**Question.** At low temperature in compensated GaAs few carriers are left to screen the ions, and the Brooks–Herring scattering rate becomes enormous. Conwell–Weisskopf stays finite but cuts the impact parameter off by hand. Ridley's "third-body exclusion" is said to join the two. How is it derived, which parts are assumption, and what does it give for compensated n-GaAs at 20 K?

**Answer.** Ridley (1977) keeps the two-body cross-section but counts a collision only if the ion is the nearest one to the electron's path. That rule is a postulate. What follows from it is exact and comes in closed form.

**1. Premises and notation**

(P1) The band is isotropic and parabolic, $E=\hbar^2k^2/2m$, $v=\hbar k/m$, and the electrons are non-degenerate.

(P2) Singly charged ions of either sign, total density $N$, sit at independent random positions (Poisson statistics). Scattering is elastic.

(P3) One ion gives $V(r)=\pm(A/r)\,e^{-r/\lambda}$, with $A=e^2/4\pi\varepsilon$ and $\varepsilon=\varepsilon_0\varepsilon_r$ (SI), and is treated in the first Born approximation.

(P4) A label $s$, the impact parameter, is attached to each angle $\theta$ by setting $\pi s^2$ equal to the cross-section for scattering through more than $\theta$.

(P5) Exclusion: on a piece of path of length $a$, of the order of the ion spacing $N^{-1/3}$, only the ion with the smallest $s$ scatters.

I use $a_B=\hbar^2/mA$, $\mathrm{Ry}^*=A/2a_B$ (so $k^2a_B^2=E/\mathrm{Ry}^*$), $x=\sin^2(\theta/2)$, Euler's constant $C$, and $E_1(z)=\int_z^\infty e^{-t}\,dt/t$.

**2. The two-body cross-section**

The Fourier transform of the potential is
\begin{equation}
V(q)=\pm4\pi A\int_0^\infty e^{-r/\lambda}\,\frac{\sin qr}{q}\,dr=\frac{\pm4\pi A}{q^2+\lambda^{-2}} .
\tag{1}
\end{equation}
The Born amplitude has modulus $|f|=m|V(q)|/2\pi\hbar^2=(2/a_B)/(q^2+\lambda^{-2})$. Elastic scattering gives $q=2k\sin(\theta/2)$, so $q^2=4k^2x$. From $\cos\theta=1-2x$ the solid angle is $d\Omega=4\pi\,dx$. Then
\begin{equation}
d\sigma=\pi s_0^2\,\frac{dx}{(x+\beta)^2},\qquad s_0=\frac{1}{a_Bk^2}=\frac{A}{2E},\qquad \beta=\frac{1}{4k^2\lambda^2}.
\tag{2}
\end{equation}
The sign of the charge has dropped out, so donors and acceptors enter through one density $N$. Premise (P4) reads
\begin{equation}
\pi s^2(x)=\pi s_0^2\int_x^1\frac{dx'}{(x'+\beta)^2}=\pi s_0^2\left[\frac1{x+\beta}-\frac1{1+\beta}\right].
\tag{3}
\end{equation}
For $\beta=0$ this is $s^2=s_0^2(1/x-1)$, or $s=s_0\cot(\theta/2)$, the classical Rutherford relation. In the unscreened limit $s$ is therefore the true classical impact parameter; with screening it is a label. Its largest value, at $x=0$, fixes the Brooks–Herring (BH) total cross-section and rate,
\begin{equation}
\sigma_{BH}=\frac{\pi s_0^2}{\beta(1+\beta)},\qquad W_{BH}=Nv\,\sigma_{BH},
\tag{4}
\end{equation}
which diverge as $\lambda^2$.

For elastic scattering in an isotropic band the linearised Boltzmann equation has the relaxation time $1/\tau=Nv\int(1-\cos\theta)\,d\sigma$, and $1-\cos\theta=2x$. I write every result as
\begin{equation}
\frac1\tau=2\pi s_0^2Nv\,L ,
\tag{5}
\end{equation}
so that the theories differ only in the number $L$. Equation (2) with no further weight gives
\begin{equation}
L_{BH}=\int_0^1\frac{x\,dx}{(x+\beta)^2}=\ln\left(1+\frac1\beta\right)-\frac1{1+\beta}.
\tag{6}
\end{equation}
Conwell–Weisskopf (CW) sets $\beta=0$ and drops $s>s_{\max}$, that is $1/x>1+s_{\max}^2/s_0^2$:
\begin{equation}
L_{CW}=\int_{x_{\min}}^1\frac{dx}{x}=\ln\left(1+\frac{s_{\max}^2}{s_0^2}\right),\qquad s_{\max}=\tfrac12N^{-1/3}.
\tag{7}
\end{equation}

**3. The exclusion probability**

Let $P(s)$ be the probability that a cylinder of radius $s$ and length $a$ around the path holds no ion. To be empty out to $s+ds$ it must be empty out to $s$, and the shell of volume $2\pi s\,a\,ds$ must be empty too. By (P2) these events are independent, so $P(s+ds)=P(s)(1-2\pi Na\,s\,ds)$, and with $P(0)=1$
\begin{equation}
P(s)=\exp(-\pi Na\,s^2).
\tag{8}
\end{equation}
For Poisson statistics the presence of the scattering ion at $s$ does not change the distribution of the others, so (8) is also the probability that no other ion is nearer. Premise (P5) then gives $d\sigma_R=P(s)\,d\sigma$ with $|d\sigma|=d(\pi s^2)$.

The length $a$ is not fixed by the argument. I take $a=(2\pi N)^{-1/3}=0.542\,N^{-1/3}$, a common convention. It is close to the mean nearest-neighbour distance of a Poisson gas, $\int_0^\infty r\,4\pi Nr^2e^{-4\pi Nr^3/3}dr=0.554\,N^{-1/3}$. The choice $a=N^{-1/3}$ is carried along as a test of sensitivity.

**4. The total rate**

With $\Sigma=\pi s^2$ as the variable, running from $0$ to $\sigma_{BH}$,
\begin{equation}
\sigma_R=\int_0^{\sigma_{BH}}e^{-Na\Sigma}\,d\Sigma=\frac{1-e^{-Na\sigma_{BH}}}{Na}.
\tag{9}
\end{equation}
Multiply by $Nv$ and use $N\sigma_{BH}=W_{BH}/v$:
\begin{equation}
W_R=\frac va\left[1-\exp\left(-\frac{aW_{BH}}{v}\right)\right].
\tag{10}
\end{equation}
The electron covers $v/a$ segments per unit time, and the bracket is the chance that a segment has at least one ion within range. The parameter
\begin{equation}
\eta=\frac{aW_{BH}}v=Na\,\sigma_{BH}
\tag{11}
\end{equation}
is the mean number of ions competing in one segment. For $\eta\ll1$, $W_R=W_{BH}(1-\eta/2+\dots)$. For $\eta\gg1$, $W_R\to v/a$, one collision per segment, even for the bare Coulomb potential. The angular shape of $d\sigma$ never entered (9), so (10) holds for any two-body cross-section labelled by (P4).

**5. The transport rate**

Here the shape matters. Define
\begin{equation}
\gamma=\pi Na\,s_0^2,\qquad \eta=\frac{\gamma}{\beta(1+\beta)},
\tag{12}
\end{equation}
where $\gamma=s_0^2/2a^2$ for $a=(2\pi N)^{-1/3}$. Equations (2), (3) and (8) give
\begin{equation}
L_R=\int_0^1\frac{x\,dx}{(x+\beta)^2}\exp\left[-\gamma\left(\frac1{x+\beta}-\frac1{1+\beta}\right)\right].
\tag{13}
\end{equation}
Substitute $u=1/(x+\beta)$, so that $dx/(x+\beta)^2=-du$ and $x=1/u-\beta$. The limits are $u_0=1/(1+\beta)$ and $u_1=1/\beta$, and $\gamma(u_1-u_0)=\eta$:
\begin{equation}
L_R=\int_{u_0}^{u_1}\left(\frac1u-\beta\right)e^{-\gamma(u-u_0)}\,du .
\tag{14}
\end{equation}
The $1/u$ term is a difference of exponential integrals and the $\beta$ term is elementary:
\begin{equation}
L_R=e^{\gamma/(1+\beta)}\left[E_1\left(\frac{\gamma}{1+\beta}\right)-E_1\left(\frac\gamma\beta\right)\right]-\frac\beta\gamma\left(1-e^{-\eta}\right).
\tag{15}
\end{equation}

*Strong screening.* The integrand of (14) is non-negative and its exponential lies between $e^{-\eta}$ and 1, so
\begin{equation}
e^{-\eta}L_{BH}\le L_R\le L_{BH}.
\tag{16}
\end{equation}
BH is recovered as $\eta\to0$ for any $\beta$. Expanding the exponential once gives the correction $-\gamma\,[\Delta-u_0\ln(u_1/u_0)-\beta\Delta^2/2]$ with $\Delta=u_1-u_0$. For $\beta\ll1$, $\Delta\simeq1/\beta$ and the bracket tends to $1/2\beta$, so $L_R\simeq L_{BH}-\eta/2$.

*Weak screening.* For $\beta\to0$ at fixed $\gamma$, put $t=\gamma(u-1)$ in (14) and integrate by parts; the boundary terms vanish:
\begin{equation}
L_R=e^\gamma E_1(\gamma)=\int_0^\infty\frac{e^{-t}\,dt}{t+\gamma}=\int_0^\infty e^{-t}\ln\left(1+\frac t\gamma\right)dt .
\tag{17}
\end{equation}
Since $t=\pi Na\,s^2$, one has $t/\gamma=s^2/s_0^2$, and $e^{-t}dt=-dP$ is the distribution of the nearest distance in a segment. So the unscreened Ridley logarithm is the CW logarithm (7) averaged over a random cutoff. The logarithm is concave and $\langle t\rangle=1$, so Jensen's inequality gives $L_R<\ln(1+1/\gamma)$. For $\gamma\ll1$, $\int_0^\infty e^{-t}\ln t\,dt=-C$ gives
\begin{equation}
L_R\simeq\ln\frac1\gamma-C=\ln\frac{s_{\rm eff}^2}{s_0^2},\qquad s_{\rm eff}^2=\frac{e^{-C}}{\pi Na}.
\tag{18}
\end{equation}
The effective cutoff is $0.574\,N^{-1/3}$ for $a=(2\pi N)^{-1/3}$ and $0.423\,N^{-1/3}$ for $a=N^{-1/3}$; the CW value $\tfrac12N^{-1/3}$ lies between them. The leading effect of residual screening in (15) is the term $-\beta/\gamma\simeq-1/\eta$. In short, the integral $\int dx/x$ is cut off at $x\sim\max(\beta,\gamma)$.

*Which limit applies.* For Debye screening by an effective density $n^*$, $\lambda^2=k_BT/4\pi An^*$. With $\beta\ll1$, $\eta\simeq4\pi Na\lambda^2s_0^2k^2$, and $s_0^2k^2=\mathrm{Ry}^*/E$, $A=2a_B\mathrm{Ry}^*$ give
\begin{equation}
\eta\simeq\frac{N}{n^*}\,\frac{a}{2a_B}\,\frac{k_BT}{E}.
\tag{19}
\end{equation}
Compensation and freeze-out raise $N/n^*$, and dilute doping raises $a/a_B$.

*Mobility.* The non-degenerate drift mobility is $\mu=(e/m)\langle E\tau\rangle/\langle E\rangle=(e/m)(4/3\sqrt\pi)\int_0^\infty\tau\,y^{3/2}e^{-y}dy$ with $y=E/k_BT$. In (5), $s_0^2v\propto E^{-3/2}$, so
\begin{equation}
\mu=\mu_0\,\frac16\int_0^\infty\frac{y^3e^{-y}}{L(y)}\,dy,\qquad \mu_0=\frac{128\sqrt{2\pi}\,\varepsilon^2(k_BT)^{3/2}}{Ne^3\sqrt m}.
\tag{20}
\end{equation}
The weight $y^3e^{-y}$ integrates to 6 and peaks at $y=3$, which gives the usual estimate $\mu\simeq\mu_0/L(3k_BT)$.

**6. Range of validity**

(a) *The exclusion rule is a postulate.* For independent ions the second-order golden rule gives $N|V(q)|^2$ at every $q$: the cross terms between different ions average to zero for $q\neq0$, whether or not their fields overlap. Classically, the variances of independent small deflections add. Neither argument yields a cutoff at the ion spacing. A real cutoff comes from correlation among the charges, which is what screening describes, or from the failure of the weak-scattering expansion. Equation (15) is an interpolation that respects BH when $\eta\ll1$ and bounds the rate otherwise. The free length $a$ shifts $L_R$ by $-\ln(a'/a)$ in the limit (18).

(b) *$\gamma\ll1$.* For $\gamma\gg1$, (17) tends to $1/\gamma$, so $1/\tau\to2v/a$ and every collision is a backscattering. This is an artefact: $\gamma\gtrsim1$ means $A/a\gtrsim E$, where no isolated collision exists.

(c) *Born and classical pictures hold on opposite sides of $ka_B=1$.* The deflection $2s_0/s$ exceeds the diffraction angle $1/ks$ of a packet confined to $s$ only if $2ks_0=2/ka_B\gg1$. Trajectories, and with them the literal sense of (P4), need that; the Born formula (6) needs the reverse. The unscreened cross-section is the same in both, so the algebra of (17) is unaffected, but the screened logarithm is not. Its classical value follows from the impulse approximation. The line integral of the potential is $2AK_0(s/\lambda)$, so $\theta=(2s_0/\lambda)K_1(s/\lambda)$. Join this to (7) at a radius $s_1$ with $s_0\ll s_1\ll\lambda$, use $1-\cos\theta\simeq\theta^2/2$ outside, and set $\xi=s/\lambda$:
\begin{equation}
L_{cl}=\ln\frac{s_1^2}{s_0^2}+2\int_{\xi_1}^\infty\xi K_1^2\,d\xi=\ln\frac{4\lambda^2}{s_0^2}-2C-1 .
\tag{21}
\end{equation}
Here $\int_{\xi_1}^\infty\xi K_1^2d\xi=\tfrac12\xi_1^2(K_0K_2-K_1^2)\to-\ln(\xi_1/2)-C-\tfrac12$ for small $\xi_1$, and $s_1$ cancels.

(d) *Smooth potential fluctuations.* Independent screened ions give $V_{\rm rms}^2=N\int V^2d^3r=2\pi N\lambda A^2$, or $V_{\rm rms}^2/E^2=8\gamma\lambda/a$. A well-defined $k$ needs this small, which is stricter than (b) when $\lambda>a$.

(e) *Boltzmann transport* needs $k\,v\tau\gg1$, and a sharp energy between collisions needs $\hbar W_R/E\simeq2/ka\ll1$. Conduction must be in the band, not by hopping among donors.

**7. Compensated n-GaAs at 20 K**

The inputs are compiled values: $m=0.067\,m_e$ (0 K, as listed by Vurgaftman 2001) and $\varepsilon_r=12.87$ (300 K, as listed by Rakita 2019). The low-temperature $\varepsilon_r$ is typically a few per cent smaller, and $\mu_0\propto\varepsilon^2$ doubles that shift. The doping is assumed: $N_D=2.0\times10^{14}$ and $N_A=1.6\times10^{14}$ cm$^{-3}$. Intermediate values are carried unrounded.

Then $a_B=10.16$ nm, $\mathrm{Ry}^*=5.50$ meV, $k_BT=1.72$ meV and $N_c=2(mk_BT/2\pi\hbar^2)^{3/2}=7.49\times10^{15}$ cm$^{-3}$. All acceptors are filled. For a sharp hydrogenic donor level with spin degeneracy 2, neutrality $N_D^+=n+N_A$ gives
\begin{equation}
\frac{n(n+N_A)}{N_D-N_A-n}=\frac{N_c}{2}\,e^{-\mathrm{Ry}^*/k_BT}=1.54\times10^{14}\ \mathrm{cm^{-3}},
\tag{22}
\end{equation}
so $n=1.85\times10^{13}$, $N_D^0=2.15\times10^{13}$ and $N=2N_A+n=3.39\times10^{14}$ cm$^{-3}$. Since $n\ll N_c$, (P1) holds.

Electrons bound on donors screen as well, because a local potential shifts the donor occupancy $f=N_D^0/N_D$, and $df/dE_F=f(1-f)/k_BT$. Adding this to the free-carrier response $dn/dE_F=n/k_BT$ gives
\begin{equation}
n^*=n+\frac{N_D^0N_D^+}{N_D}=3.77\times10^{13}\ \mathrm{cm^{-3}},
\tag{23}
\end{equation}
so $\lambda=180$ nm, against 257 nm with free electrons alone. The spacing is $N^{-1/3}=143$ nm and $a=77.8$ nm.

At $E=3k_BT=5.17$ meV: $ka_B=0.97$, $s_0=10.8$ nm, $v=1.65\times10^{14}$ nm/s, $\gamma=9.68\times10^{-3}$, $\beta=8.45\times10^{-4}$ and $\eta=11.4$. The total rates are $W_{BH}=2.42\times10^{13}$ s$^{-1}$ and $W_R=2.12\times10^{12}$ s$^{-1}$, the latter saturated at $v/a$. In energy units $\hbar W_{BH}=16.0$ meV exceeds $E$, while $\hbar W_R=1.39$ meV does not. With $\mu_0=5.56\times10^5$ cm$^2$/V s:

\begin{equation*}
\begin{array}{lcc}
\text{model at } E=3k_BT & L & \mu_0/L\ (10^5\ \mathrm{cm^2/V\,s})\\ \hline
\text{BH (6), screening by } n & 6.79 & 0.82\\
\text{BH (6), screening by } n^* & 6.08 & 0.91\\
\text{classical screened (21), } n^* & 4.86 & 1.1\\
\text{Ridley (15), } n & 4.07 & 1.4\\
\text{Ridley (15), } n^* & 4.02 & 1.4\\
\text{Ridley (15), } n^*,\ a=N^{-1/3} & 3.48 & 1.6\\
\text{CW (7)} & 3.81 & 1.5
\end{array}
\end{equation*}

The three figures of $L$ describe the formulas, not the physics. The full average (20) with $n^*$ gives $1.4\times10^5$ for Ridley and $0.90\times10^5$ cm$^2$/V s for BH, so the $3k_BT$ rule is adequate. Exclusion lowers the total rate elevenfold but the transport rate only by a factor 1.51, because it removes small-angle events. It also makes the result nearly independent of the screening model, and dependent on $a$ instead.

The conditions of section 6 stand as follows. Condition (b) holds. For (e), $\tau=6.06$ ps, the mean free path is $v\tau=1.0\times10^3$ nm and $ka=7.4$. Condition (c) is met on neither side, since $2/ka_B=2.06$. The classical logarithm (with $s_0/\lambda=0.06$) lies 1.22 below the Born one, which rivals the 2.05 removed by exclusion, and the change of $a$ moves $L_R$ by a further 0.54. For (d), $V_{\rm rms}=2.2$ meV, which is $0.42E$ and larger than $k_BT$, so the sharp level in (22) is rough. A sphere of radius $\lambda$ holds 8.3 ions but only 0.93 screening charges, so linear screening is marginal too.

Other scatterers are smaller. Erginsoy's approximate neutral-donor rate $20\hbar a_BN_D^0/m$, stretched here beyond the low energies it is meant for, gives $e/20\hbar a_BN_D^0=3.5\times10^6$ cm$^2$/V s, about 4 per cent of the Ridley rate. An acoustic-phonon limit (mainly piezoelectric) taken as typically $10^6$ cm$^2$/V s would add a fraction 0.14.

The model's ionised-impurity drift mobility is thus $1.4\times10^5$ cm$^2$/V s, with a spread from about 1.1 to $1.6\times10^5$ among the treatments that avoid the screened Born logarithm. As typical knowledge and not a measurement, epitaxial n-GaAs of this purity shows mobilities of order $10^5$ cm$^2$/V s near 20 K, so the model's number probably lies high by some tens of per cent, partly through the omitted phonon and neutral-donor scattering. Acceptor densities in such samples are usually inferred from BH fits, so that remark cannot decide between $L_{BH}$ and $L_R$.